# Which Fermi sheets of IrRu carry the current?

Naively, the sheets with the most states at the Fermi level should carry the most current, because those are the electrons free to respond to a field. For this metal that rule picks out the right leading sheet and misjudges the two outermost ones badly. The pair of bands 29/30 holds about 5 % of the states at the Fermi level but should carry about 14 % of the current. The pair 37/38 holds about 11 % of the states and should carry only about 3 %.

Fermi-surface sheets of IrRu (R-3m, 2 atoms per cell), calculated with Ansatz 0.2.0 using LDA with spin-orbit coupling, plane waves and PAW, in the cell as given, not relaxed. The cutoff is 420 eV, the k mesh 18x18x18 and the Gaussian smearing width 0.05 eV. Each row is one band, with its bottom and top measured from the Fermi level.

| row | sheet dos (states/eV/cell) | sheet spin | sheet band | sheet filled share | sheet mean speed (1e5 m/s) | sheet bottom (eV) | sheet top (eV) |
| --- | --- | --- | --- | --- | --- | --- | --- |
| 1 | 0.044 | spinor | 29 | 0.969 | 11.745 | -2.804 | 1.086 |
| 2 | 0.044 | spinor | 30 | 0.969 | 11.745 | -2.804 | 1.086 |
| 3 | 0.249 | spinor | 31 | 0.830 | 6.920 | -2.383 | 1.297 |
| 4 | 0.249 | spinor | 32 | 0.830 | 6.920 | -2.383 | 1.297 |
| 5 | 0.265 | spinor | 33 | 0.479 | 7.517 | -1.624 | 1.566 |
| 6 | 0.265 | spinor | 34 | 0.479 | 7.517 | -1.624 | 1.566 |
| 7 | 0.253 | spinor | 35 | 0.214 | 5.779 | -1.017 | 1.929 |
| 8 | 0.253 | spinor | 36 | 0.214 | 5.779 | -1.017 | 1.929 |
| 9 | 0.100 | spinor | 37 | 0.008 | 3.359 | -0.249 | 6.250 |
| 10 | 0.100 | spinor | 38 | 0.008 | 3.359 | -0.249 | 6.250 |

The ten rows describe five sheets. The crystal has an inversion centre and the calculation found no magnetic moment, so each band coincides with a partner and every sheet appears twice. The column "sheet dos" gives the states at the Fermi level, "sheet mean speed" how fast those electrons move, and "sheet filled share" how much of the band is occupied. "Sheet bottom" and "sheet top" are the band edges, measured from the Fermi level. A further pair, 39/40, also crosses that level, so twelve bands cross rather than ten, but its share of the current is negligible.

**Why speed counts twice.** A faster electron carries more charge per second, and it also gains more energy from the field, so the field shifts more electrons at that place on the sheet. If all electrons scatter after the same average time, a sheet's current, averaged over the directions of the field, therefore goes as its density of states times its speed squared. On this measure 33/34 leads with about 35 %, followed by 31/32 with 28 % and 35/36 with 20 %. The equal scattering time is an assumption, since no scattering was calculated. Assuming an equal distance between collisions instead changes the shares but leaves the order of the five sheets as it was.

The three middle pairs show the effect of speed most cleanly, because their densities of states are nearly the same. Pair 33/34 has only 5 % more states than 35/36, but its speed squared is 1.7 times as large. That accounts for nearly all of its lead over 35/36.

**What sets density and speed.** In the simplest picture, both follow from how full a band is and how far one of its edges lies from the Fermi level. In a nearly full band the mobile carriers are the few empty places, the holes, and the edge that matters is the top. In a nearly empty band they are the few electrons, and the edge that matters is the bottom. For bands in between, the model counts holes if the band is more than half full and electrons otherwise. Let n be the number of such carriers per band and cell, and E the distance from that edge to the Fermi level, the depth of the pocket. For a simple spherical pocket with a parabolic band:

- density of states: N = 3n / 2E
- speed: v = 2E / ħk, where the pocket radius k grows as n^(1/3)
- current: N v² ∝ (n/E) · E² / n^(2/3) = E · n^(1/3)

As long as the carriers share one pocket, depth counts in full, while their number enters only as a cube root. Eight times as many carriers at the same depth merely double the current, because a larger pocket of the same depth has gentler slopes and slower electrons. A small, deep pocket can therefore matter more than its size suggests.

**The two outer sheets, worked through.** Pair 29/30 has 0.031 holes per band at a depth of 1.086 eV. Pair 37/38 has 0.008 electrons per band at a depth of 0.249 eV. The depths differ by a factor of 4.4, and the cube root of the carrier ratio is 1.6, so 29/30 should carry about 7 times as much current. The tabulated densities and speeds give a factor of 5.4.

This agreement hides two errors that partly cancel. The sphere gives the two sheets similar densities of states, whereas 29/30 really has less than half that of 37/38. It also makes the contrast in speed too small. The error in speed comes more from 29/30, which is 1.4 times as fast as its sphere. The reason is that its holes do not share one pocket. The run finds three equal ones, at the F points of the zone, each with a third of the holes and the full depth of 1.086 eV. Splitting the holes in this way leaves the density of states as it was, but each pocket is smaller and has steeper slopes. The speed should then rise by the cube root of three, which is also 1.4.

The error in density comes mainly from 37/38, whose density is twice what a parabolic pocket of that depth would have. Shallower side pockets cannot be the reason, because the run finds a single pocket, at the point T, that holds all the electrons. If the density is right, the band must flatten on its way up to the Fermi level, at least in some directions. But the sheet rests on only a few dozen mesh points, so the mesh itself may be to blame.

With the three pockets of 29/30 counted and 37/38 left as a parabolic pocket, the rule would give a ratio of about 14 instead of 7. The closeness of the simple estimate to the computed 5.4 therefore owes much to luck.

**How far the rule goes.** Applied to all five sheets, with one sphere for each and no adjustable constant, it puts them in the right order and typically misses a share by 4 percentage points. Density of states alone misses by 7 and carrier number alone by 10. The absolute current is much poorer: the model gives only about 60 % of the summed weight. One reason is that a sphere has the smallest surface for its volume, while most of these sheets have more surface than that.

The right order depends on this shortfall being shared by all the sheets. Counting the three pockets of 29/30 brings its current close to the computed value, while the other sheets stay too low. The rule then wrongly places 29/30 ahead of 35/36 and almost level with 31/32.

**The irregular speed.** Speed falls down the table with one exception: 33/34 is faster than 31/32. The sphere gives the opposite order, and here the picture itself breaks down. A sphere holding the carriers of this half-filled band would have a radius of 1.0 Å⁻¹, but the zone face along the stacking direction is only 0.7 Å⁻¹ from the centre. The spheres of 31/32 and 35/36 also pass this face, though by much less, so the picture is strained for all three middle pairs. A plausible reason for the high speed is that bands flatten towards their edges and are often steepest in between, and the Fermi level cuts 33/34 almost midway. The sheets at a lower Fermi level, discussed next, offer only a weak test: 0.25 eV further down, this pair is just 2 % slower, as would be expected near the steepest part of a band, but the speed of 31/32 hardly changes either. The band curves that could settle the matter are not at hand.

**Moving the Fermi level.** The same calculation also gives the sheets at 0.25 eV below the Fermi level. Going down deepens the hole pockets and makes the electron pockets shallower, so by the rule current should pass from the later sheets to the earlier ones. It does: 29/30 rises to about 18 %, 35/36 drops to about 16 %, and 37/38 vanishes. A new pair from the bands below also appears at that level, but its weight is negligible and it is left out of these shares. With one sphere for each sheet, the rule fails only in the close contest at the top, where it keeps 33/34 ahead while the computed shares put 31/32 in front by one point. These are the same bands, so this shows that the rule is consistent and is no independent proof.

**How precisely to read the shares.** The same run also gives the total response of the free electrons directly, as a plasma frequency. The sum over the sheets exceeds its square by about 10 %, although using a mean speed for each sheet should make the sum too small. Some numerical inconsistency remains, perhaps from the mesh, and differences of a few points between shares should not be trusted.

The cell was also not relaxed, and by the measure of this functional it is stretched, with a tension of about 12 GPa. This matters most for 37/38, where a band shift of only 0.1 eV would change the depth by 40 %. The small role of that sheet is a safer result than its exact share. The full comparison of the sphere model with the five sheets is in the output below.

The analysis program printed:

```
One-sphere model of each sheet:
  row  carriers per band  depth eV  radius 1/A  sphere speed 1e5 m/s  speed computed/sphere  dos computed/sphere  area computed/sphere
    1              0.031     1.086      0.4039                  8.17                  1.438                1.028                 1.472
    2              0.031     1.086      0.4039                  8.17                  1.438                1.028                 1.472
    3               0.17     1.297      0.7123                 5.533                  1.251                1.266                 1.581
    4               0.17     1.297      0.7123                 5.533                  1.251                1.266                 1.581
    5              0.479     1.624       1.006                 4.905                  1.532                0.599                0.9187
    6              0.479     1.624       1.006                 4.905                  1.532                0.599                0.9187
    7              0.214     1.017      0.7691                 4.018                  1.438               0.8016                 1.154
    8              0.214     1.017      0.7691                 4.018                  1.438               0.8016                 1.154
    9              0.008     0.249      0.2572                 2.942                  1.142                2.075                  2.36
   10              0.008     0.249      0.2572                 2.942                  1.142                2.075                  2.36
Shares of each degenerate pair in percent (printed on both rows):
  row  current equal lifetime  current equal free path  sphere model  carriers    dos  current at -0.25 eV  sphere model at -0.25 eV
    1                   14.27                     8.57         11.42     3.437   4.83                17.74                     16.43
    2                   14.27                     8.57         11.42     3.437   4.83                17.74                     16.43
    3                   28.03                    28.58         24.04     18.85  27.33                33.87                     33.57
    4                   28.03                    28.58         24.04     18.85  27.33                33.87                     33.57
    5                    35.2                    33.04         42.52      53.1  29.09                32.78                     35.85
    6                    35.2                    33.04         42.52      53.1  29.09                32.78                     35.85
    7                   19.86                    24.25         20.36     23.73  27.77                15.61                     14.15
    8                   19.86                    24.25         20.36     23.73  27.77                15.61                     14.15
    9                   2.652                    5.571         1.666    0.8869  10.98                    0                         0
   10                   2.652                    5.571         1.666    0.8869  10.98                    0                         0
Share of the current in the three middle pairs, equal lifetime (%): 83.08
Rms miss of pair shares, sphere model (percentage points): 3.971
Rms miss of pair shares, carrier number alone (percentage points): 10.4
Rms miss of pair shares, state density alone (percentage points): 7.193
Rms miss of pair shares at -0.25 eV, sphere model, four pairs (percentage points): 1.827
Sphere model total of dos times speed squared, as % of the computed total: 58.84
State density of band 33 over band 35 (ratio): 1.047
Speed squared of band 33 over band 35 (ratio): 1.692
State density of band 29 over band 37 (ratio): 0.44
Speed squared of band 29 over band 37 (ratio): 12.23
Distance from zone centre to the zone face along the stacking axis (1/A): 0.7098
Squared plasma energy estimated from the ten rows (eV^2): 79.81
Squared plasma energy, mean of the Drude tensor in the further outputs (eV^2): 72.73
Estimate above the Drude tensor mean (%): 9.74
Omitted pair 39/40 relative to the ten-row current weight, from the further outputs (%): 0.1489
```
